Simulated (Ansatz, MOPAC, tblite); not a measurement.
# A ladder of methods for AlH3S (SMILES [AlH2][SH])

AlH3S, singlet, SMILES `[AlH2][SH]`. Each level relaxes the structure for itself.

Quantity: the zero-point energy at each level's own minimum, in kJ/mol. The values are calculated.

| level | kind | program | value (kJ/mol) |
| --- | --- | --- | --- |
| GFN2-xTB | semi-empirical | tblite | 52.2 |
| AM1 | semi-empirical | MOPAC | 55.7 |
| MNDO | semi-empirical | MOPAC | 65.3 |
| PM3 | semi-empirical | MOPAC | 51.0 |
| HF/STO-3G | Hartree–Fock | Ansatz | 78.5 |
| HF/3-21G | Hartree–Fock | Ansatz | 60.6 |
| HF/6-31G* (Cartesian functions) | Hartree–Fock | Ansatz | 63.3 |
| PBE/def2-SVP | GGA | Ansatz | 57.7 |
| PBE0-D4/def2-TZVP | global hybrid | Ansatz | 59.5 |
| B3LYP/6-31G* (Cartesian functions) | global hybrid | Ansatz | 59.5 |

Harmonic and unscaled. The values span 51.0 to 78.5 kJ/mol. Without the sets that lack polarisation functions the rows with a basis span only 57.7 to 63.3 kJ/mol.

The zero-point energy of H2Al–SH comes mainly from its hydrogen motions. The S–H and Al–H stretches contribute most per mode because hydrogen is light, and the bends add a substantial share, while the Al–S stretch and the torsion about that bond add little. The total therefore says more about the stiffness of the bonds to hydrogen than about the Al–S linkage or any sulfur lone-pair donation into the empty aluminium p orbital.

Among the polarised-basis rows, Hartree–Fock is highest, PBE lowest and the two hybrids lie between them, probably because missing correlation makes the Hartree–Fock bonds too stiff, whereas the GGA softens them. A small basis does not shift the result in one direction: HF/STO-3G lies far above HF/6-31G*, but HF/3-21G lies below it. The semi-empirical methods share no common bias either, with MNDO above every polarised-basis value and the other three below. The hybrids' identical totals of 59.5 kJ/mol do not establish mode-by-mode agreement, since differences between individual frequencies can cancel in the sum.
